Why does none of these seven germanides have a band gap, although six of them are well bound against their elements? Binding here is a matter of half an eV to one eV per atom, while the presence of a gap depends only on whether any levels lie right at the Fermi energy. In the simplest compounds of the set, one electron in nine is enough to make a metal. Three explanations are weighed below: that a gap goes with strong binding, that the density functional closes gaps which ought to be there, and that the number of electrons forbids a gap.

Ternary germanides, each relaxed within the symmetry of its starting structure, computed with Ansatz 0.2.0 (r2SCAN, scalar-relativistic plane-wave PAW, 500 eV cutoff, Gaussian smearing of 0.1 eV). Energies are relative to the elements in their standard states, at zero smearing; valence electrons are counted by group number, including the d shell of groups 3 to 12.

| formula | space group of the cell as it ended | space group | volume per atom (Å³) | shortest distance (Å) | pair at the shortest distance | valence electrons an atom | neighbours of the non-metal within 15 % of its shortest distance | spin | k mesh | energy over elements (eV/atom) |
| --- | --- | --- | --- | --- | --- | --- | --- | --- | --- | --- |
| BaAlGe | P-6m2 (187) | P-6m2 | 28.48 | 2.512 | Al-Ge | 3.00 | 3 | none | 12×12×8 | -0.573 |
| YNi2Ge2 | I4/mmm (139) | I4/mmm | 15.90 | 2.336 | Ge-Ni | 6.20 | 5 | none | 12×12×12 | -0.716 |
| YTiGe | P4/nmm (129) | P4/nmm | 21.00 | 2.753 | Ge-Ti | 3.67 | 8 | none | 10×10×6 | -0.783 |
| SrGaGe | P-6m2 (187) | P-6m2 | 24.75 | 2.459 | Ga-Ge | 3.00 | 3 | none | 12×12×10 | -0.617 |
| Be4FeGe | F-43m (216) | F-43m | 8.70 | 2.079 | Be-Be | 3.33 | 16 | none | 10×10×10 | 0.022 |
| YRh2Ge2 | I4/mmm (139) | I4/mmm | 17.39 | 2.441 | Ge-Rh | 5.80 | 5 | none | 12×12×12 | -0.957 |
| SrAlGe | P-6m2 (187) | P-6m2 | 25.47 | 2.480 | Al-Ge | 3.00 | 3 | none | 12×12×10 | -0.558 |

### Strong binding does not bring a gap

The tempting explanation starts from a sound idea. When a gap opens at the Fermi energy, occupied levels move down and the crystal gains energy, so strongly bound compounds ought to be the ones with a gap or close to one. The energy over elements, which is negative when the compound lies below its elements, runs from −0.957 eV/atom in YRh₂Ge₂ to +0.022 eV/atom in Be₄FeGe. The gap stays at zero over this whole range.

A column of zeros cannot rank the compounds, but the density of levels at the Fermi energy can, since it falls towards zero as a gap is approached. It can be estimated for each row from the smearing. Gaussian smearing of width s gives every level near the Fermi energy a small entropy term, which dies away once the level lies further off than about s. Summed over an even density of levels D, these terms give TS = D s²/2, and therefore D = 2TS/s².

For Be₄FeGe the same calculation gives TS = 0.0015 eV per cell. With s = 0.1 eV this means D = 2 × 0.0015/0.01 = 0.3 states/eV in a cell of six atoms, or 0.05 states/eV/atom. The formula has no adjustable constant, and it can be tested on BaAlGe, YNi₂Ge₂ and YRh₂Ge₂, where the density was also computed directly. It comes within 27 % of the computed value in all three.

The three test rows are ordinary metals. In Be₄FeGe the density is far from even, so the estimate is an average over about 0.1 eV and would not be expected to vanish even for a small gap. The comparison that matters is coarse enough to bear this. Be₄FeGe has about one seventh of the level density per atom of the next lowest row, SrGaGe. The compound nearest to a gap is thus the one with the highest energy over its elements, the opposite of what the tempting explanation predicts.

The conclusion does not hang on this one row. If fewer levels went with stronger binding, ranking the compounds by energy and by level density per atom would give a positive correlation. The rank correlation is −0.57 over all seven rows and −0.31 without Be₄FeGe. Four of the compounds lie closer together in level density than the error of the estimate, so the second figure is rough. The directly computed density would move YRh₂Ge₂, the most strongly bound compound, up from 0.41 to 0.56 states/eV/atom, further against the tempting rule. So few compounds do not establish a reverse law, and six of them, as shown below, cannot approach a gap at all in these cells, but they give the tempting one no support.

A likely reason lies in the different sizes of the two energies. YTiGe has the most levels at the Fermi energy, 0.84 states/eV/atom, which puts roughly 0.08 electrons per atom in the uppermost 0.1 eV. Lowering all of these by 0.1 eV, as the opening of a small gap might do, would gain about 0.01 eV per atom, around a hundredth of the binding of this compound. The energy over elements adds up the changes of all the valence electrons, and the few at the top hardly count in it.

### An odd electron must leave a band half used

The explanation that holds for six of the seven rows is a matter of counting. In a crystal without magnetic order, each band has room for two electrons per primitive cell, one of each spin. A gap at the Fermi energy requires a whole number of full bands with only empty ones above them. An odd number of electrons cannot be arranged in this way, so at least one band stays partly filled and the crystal is a metal.

BaAlGe shows the count in full. Barium brings two valence electrons, aluminium three and germanium four, which makes nine in a cell that holds one formula. Nine electrons fill four and a half bands. Inner shells may be left out of the sum because they are full and hold an even number of electrons.

The count also shows which substitutions leave the verdict alone. Strontium in place of barium, or gallium in place of aluminium, keeps the total at nine. Rhodium in place of nickel takes one electron from each of two atoms, so the total falls from 31 in YNi₂Ge₂ to 29 in YRh₂Ge₂ and remains odd. Where the total is odd, an exchange that alters it by an even number cannot lift the ban on a gap as long as the structure stays the same.

### YTiGe: an even count that is still not enough

YTiGe seems to escape, because its primitive cell holds two formulas of eleven electrons each. The total of 22 is even and would fill exactly eleven bands. Yet the compound is a metal, and not a marginal one: the eleventh band rises 0.92 eV above the bottom of the twelfth.

The way out is closed by the symmetry of the crystal. Its space group, P4/nmm, contains a glide plane, a reflection combined with a shift by half a cell diagonal. Applied twice, the glide amounts to a shift by a whole diagonal. For electron waves that travel parallel to the plane, this leaves two possible symmetry labels, which differ only in sign.

Now let the wave vector run through one full period of reciprocal space, along a cell edge. The half shift contributes half a turn of phase, so the two labels change places. A band that set out with one label arrives with the other, and must join a partner on the way. Bands therefore hang together in pairs, and each pair holds four electrons.

A gap in this structure thus needs a multiple of four electrons, and 22 fill five and a half pairs. In effect the glide restores the verdict of the single formula, whose eleven electrons are odd. The argument shows that the bands must touch; the size of their overlap is a result of the calculation and does not follow from the count.

### What the chemist's octet adds

Counting closed shells leads to the same verdict by a more pictorial route. BaAlGe, SrGaGe and SrAlGe contain flat honeycomb sheets in which each germanium atom has three neighbours, as the neighbour column shows. Such a sheet has three bonding bands in the plane and one formed by the orbitals that stand upright on it. These four bands take eight electrons, and the ninth has to go into states above them.

YNi₂Ge₂ and YRh₂Ge₂ need a different closed-shell picture. Their cell dimensions and shortest distances imply germanium atoms about 2.5 Å apart, close enough to be bonded in pairs. A pair with one shared bond and its lone pairs takes 14 electrons, and two full d shells on the transition metal take 20. The 31 valence electrons of the nickel compound fall three short of that sum, and the rhodium compound falls five short.

The octet picture suggests where the surplus or shortage sits, but it rests on a choice of which shells to call closed. The parity of the count needs no such choice. Every closed shell holds an even number of electrons, so taking closed shells away from an odd total always leaves an odd remainder. For this reason the verdict on these compounds survives even if the assumed bonding is too simple.

Be₄FeGe shows the weakness of the octet. Eight electrons for germanium and ten for a full d shell on iron leave two of the 20 valence electrons over, which suggests an ordinary metal. The calculation finds one that only just fails to have a gap. With 16 neighbours around each germanium atom, this is a close-packed intermetallic, for which an octet on germanium is a poor starting point. The Bader analysis of the same run leaves 3.8 electrons and about a quarter of the cell assigned to no atom, as expected if charge collects between the beryllium atoms. The two spare electrons may therefore fill a beryllium–beryllium bonding band, which would make 20 a closed-shell count after all; the bands were not analysed to test this.

### Where the functional could matter

Be₄FeGe is the only row in which a gap is allowed. Its 20 valence electrons fill exactly ten bands, and its space group is symmorphic: all its rotations and mirrors can be taken through one point without a fractional shift, so no glide or screw ties bands together. The tenth and eleventh bands nevertheless overlap by 0.07 eV, less than the smearing width. An even count permits a gap but does not create one; for that, the full bands must also lie below the empty ones at every wave vector.

Here the second explanation has its place. Functionals of this kind tend to make gaps too small, and an error of a tenth of an eV would be enough to turn a small gap into a small overlap. Whether a more accurate level of theory would open a gap in Be₄FeGe is left undecided by these results. In the other six rows a better functional could shift the bands, but in these cells it could not make a half-filled band full. The relaxations kept the symmetry of their start, so a distortion that doubles the cell or removes the glide was not tried, and such a distortion would lift the ban.

Magnetism is a further reservation. All seven calculations force the two spins to share the same bands, so the absence of moments is an assumption and not a finding. Ferromagnetic order would separate the spins, so that the rule of two electrons per band no longer applies, and antiferromagnetic order could enlarge the cell or lower its symmetry. A moment is expected to grow most easily where the level density is high, as in YTiGe and YNi₂Ge₂. Be₄FeGe, with the lowest density, is the least prone to it, although a separate magnetic state with a moment on iron is not excluded.

For Be₄FeGe such a state could also change the sign of the energy over elements. The +0.022 eV/atom amounts to 6 × 0.022 = 0.13 eV per iron atom, a gain small enough for magnetic order to supply, should it occur. Its place at the top of the energy scale is much safer. To draw level with SrAlGe, the next highest, it would have to gain 6 × (0.022 + 0.558) = 3.5 eV per iron atom, far more than magnetic order in a metal normally brings.

### Reading a neighbouring compound

For a non-magnetic compound of this kind, the first step is to add up the valence electrons in the primitive cell. An odd total means a metal in the band picture, as long as the cell does not double. If the total is even, a glide plane or twofold screw axis may still demand a multiple of four, as in YTiGe, and a three-, four- or sixfold screw axis a multiple of six, eight or twelve. Only a compound that passes both tests needs a band calculation to settle whether it has a gap, and Be₄FeGe shows that it may still narrowly fail.

The energy over elements answers a different question, and in this set it is no guide to electronic character. YNi₂Ge₂ and YRh₂Ge₂ have nearly the same directly computed level density per atom, yet their energies differ by 0.957 − 0.716 = 0.241 eV/atom. Nor does a strongly negative value guarantee that a phase will survive in practice, because it must also hold its own against other compounds of the same elements.
